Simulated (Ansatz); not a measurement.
## Intrinsic anomalous Hall conductivity of MnHg (computed with Ansatz 0.2.0)

Space group Pm-3m (No. 221), 2 atoms in the cell of the first input below: a = 3.315 Å, b = 3.315 Å, c = 3.315 Å, α = 90.00°, β = 90.00°, γ = 90.00°.

The structure is a measured one, not always of the ambient phase, taken without relaxation (pressure 0.7 GPa with this functional, without spin–orbit coupling). Functional: PBE.

Spin up, the majority, lies along +z, so the magnetisation points along −z and signs are opposite to those quoted for a magnetisation along +z. Input of the Wannier step:

```yaml
crystal:
  lattice:
    - [3.3150005801, 0.0, 0.0]
    - [0.0, 3.3150005801, 0.0]
    - [0.0, 0.0, 3.3150005801]
  atoms:
    - { symbol: Mn, position: [0.5, 0.5, 0.5], spin: 3.95, spin_axis: [0.0, 0.0, 1.0] }
    - { symbol: Hg, position: [0.0, 0.0, 0.0] }
  symmetry: { detect: false, analysis: as_solved }
basis:
  ecutwfc: 420
  ecutrho_ratio: 4
kpoints:
  mp_grid: { grid: [8, 8, 8] }
hamiltonian:
  xc: pbe
scf:
  occupations: { method: gaussian, width: 0.05 }
  lower_state_search: "off"
  n_extra_bands: 52
output:
  forces: true
  stress: true
  eigenvalues: true
  populations: true
  wannier:
    kmesh: [6, 6, 6]
    projections:
      - { site: 0, l: s, shell: 4 }
      - { site: 0, l: p, shell: 4 }
      - { site: 0, l: d, shell: 3 }
      - { site: 1, l: s, shell: 6 }
      - { site: 1, l: p, shell: 6 }
      - { site: 1, l: d, shell: 5 }
    minimise: true
    stability_check: false
    conv_tol: 1.0e-06
    disentanglement:
      window: [2.764, 59.264]
      frozen_window: [7.264, 17.764]
      conv_tol: 1.0e-08
    ahc:
      kmesh: [24, 24, 24]
      sigma_tolerance_s_per_cm: 15.0
      fermi_levels: [16.0638, 16.1638, 16.2638, 16.3638, 16.4638]
magnetization:
  noncollinear: true
  spin_orbit: true
checkpoint:
  read: start.run
  write: ck
  compress: false
  write_wavefunctions: false
  write_every: 100000
```

```bash
ansatz run input.yaml --threads 8 --pin off --max-ram 15360MiB --backend cpu --events-out ev --progress --plain --runs-dir out
```

start.run is the saved state of an earlier run of the same cell.

Time: 3.1 min on 8 threads of Arm Neoverse V2, with other jobs on the host, peak memory 3 GiB.

Task: How large is σ_xy nearest the Fermi level, and how far do rigid shifts from -0.17 to 0.23 eV move it?

Result: -16 S/cm (the program's sign) at 0.033 eV from this run's Fermi level; over the shifts it runs from -375 to -16 S/cm.

| shift (eV) | σ_yz | σ_zx | σ_xy (S/cm) | larger of the sampling and near-crossing errors |
| --- | --- | --- | --- | --- |
| -0.167 | -1 | 1 | -58 | 14 |
| -0.067 | 2 | -1 | -24 | 15 |
| 0.033 | -3 | -2 | -16 | 15 |
| 0.133 | -4 | 1 | -21 | 14 |
| 0.233 | 6 | 2 | -375 | 15 |

Cell spin moment 3.89 μB in this run and 3.93 μB in the scalar-relativistic run on the 10×10×10 mesh. σ changes sign with the magnetisation. Symmetry was switched off, so components that the crystal's symmetry forbids show the noise of the model.

Caveats: coarse Wannier mesh, not compared with a finer one; parallel moments were imposed and no other order was compared; the order found in nature may be another, or none; some levels not converged; the ferromagnetic state is metallic at this level, and the k-mesh was not tested.

Near the Fermi level the intrinsic anomalous Hall conductivity is barely distinguishable from zero: -16 S/cm against an error of 15. The values at the two neighbouring shifts agree with it within their errors, so no trend can be read among these three. The jump to -375 S/cm at the highest shift is far larger than the error, so the small response does not persist as the level is raised.

Such sensitivity is typical of Berry curvature, which concentrates where spin–orbit coupling opens small gaps between bands and largely cancels when both partners are occupied. The jump therefore probably reflects such a pair of bands being crossed above the Fermi level, with manganese supplying the exchange splitting and mercury much of the spin–orbit coupling. The large spin moment does not imply a large Hall response, since the conductivity is not simply proportional to magnetisation. With only one point on the steep part, it remains open whether -375 S/cm lies near a maximum or on a continuing rise.
